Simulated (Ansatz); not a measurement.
Electron–phonon coupling and T_c of PIr$_{2}$ — Ansatz, plane waves and PAW

Space group Fm-3m (No. 225), 3 atoms in the cell of the first input below: a = 3.912 Å, b = 3.912 Å, c = 3.912 Å, α = 60.00°, β = 60.00°, γ = 60.00°.

The structure is a measured one, not always of the ambient phase, relaxed without spin–orbit coupling to zero pressure (pressure 0.0 GPa with this functional, without spin–orbit coupling). Functional: PBEsol.

Input:

```yaml
crystal:
  lattice:
    - [0.0, 2.7663943588, 2.7663943588]
    - [2.7663943588, 0.0, 2.7663943588]
    - [2.7663943588, 2.7663943588, 0.0]
  atoms:
    - { symbol: P, position: [0.0, 0.0, 0.0] }
    - { symbol: Ir, position: [0.25, 0.25, 0.25] }
    - { symbol: Ir, position: [0.75, 0.75, 0.75] }
basis:
  ecutwfc: 420
  ecutrho_ratio: 4
kpoints:
  mp_grid: { grid: [10, 10, 10] }
hamiltonian:
  xc: pbesol
scf:
  occupations: { method: methfessel_paxton, width: 0.2 }
output: {}
phonons:
  supercell: [2, 2, 2]
  qpath:
    path:
      - [[0.0, 0.0, 0.0], [0.5, 0.0, 0.5], [0.625, 0.25, 0.625]]
      - [[0.375, 0.375, 0.75], [0.0, 0.0, 0.0], [0.5, 0.5, 0.5], [0.5, 0.25, 0.75], [0.5, 0.0, 0.5]]
    npoints: 6
  electrical_resistivity: { mesh: [20, 20, 20], temperatures: [50, 100, 200, 300, 500] }
  superconductivity: { mesh: [20, 20, 20], eliashberg_equations: false }
```

```bash
ansatz run input.yaml --threads 8 --pin off --max-ram 15360MiB --backend cpu --events-out ev --progress --plain --runs-dir out
```

Time: 2.2 min on 8 threads of Arm Neoverse V1, on a shared host, peak memory 3.3 GiB.

On the finest mesh λ = 0.2635, ω_log = 13.032 meV, N(E_F) = 0.397 states per eV, spin and cell. λ by mesh: 20×20×20 0.264, 10×10×10 0.276, 5×5×5 0.313. ω_log by mesh: 13.03, 12.98, 11.84 meV.

Task: What T_c does McMillan's formula in the Allen–Dynes form give for μ* = 0.10?

Result: T_c = (ω_log/1.2) exp[−1.04(1+λ)/(λ − μ*(1+0.62λ))] = (151.23 K/1.2) × exp(−1.3140/0.1472) = 0.02 K. λ still moved by 5 % between the two finest meshes, so T_c isn't settled to the digits shown. By mesh, finest first, the same formula gives 0.02, 0.03, 0.10 K.

Caveats: a T_c this low hangs on μ* by orders of magnitude and means in effect no superconductivity; a mode away from Γ is nearly soft (27 cm⁻¹) and weighs heavily in λ, which so small a supercell fixes poorly; no spin-orbit coupling, which matters for these elements; small supercell, couplings not converged in it; λ is not converged in the mesh, and T_c depends on it steeply.

The calculation places PIr$_{2}$ in the weak-coupling regime: phonon-mediated attraction only modestly exceeds the Coulomb repulsion, leaving a small denominator in the exponent. This explains why T_c falls from 0.10 to 0.02 K with mesh refinement although ω_log rises from 11.84 to 13.03 meV; the loss of coupling outweighs the larger prefactor. Between the two finest meshes ω_log hardly changes while λ still falls, which suggests a change in overall coupling strength more than a redistribution of spectral weight.

The modest density of states at the Fermi level, 0.397 states per eV, spin and cell, probably contributes to the weak pairing. Extended Ir 5d orbitals, overlapping with one another and mixing with P 3p, favour broad bands and limit the number of electrons available for pairing. Heavy Ir atoms also favour low phonon frequencies, but soft modes raise λ appreciably only if they couple well to the Fermi-surface states. The integrated quantities do not separate the effect of the density of states from that of the electron–phonon matrix elements.
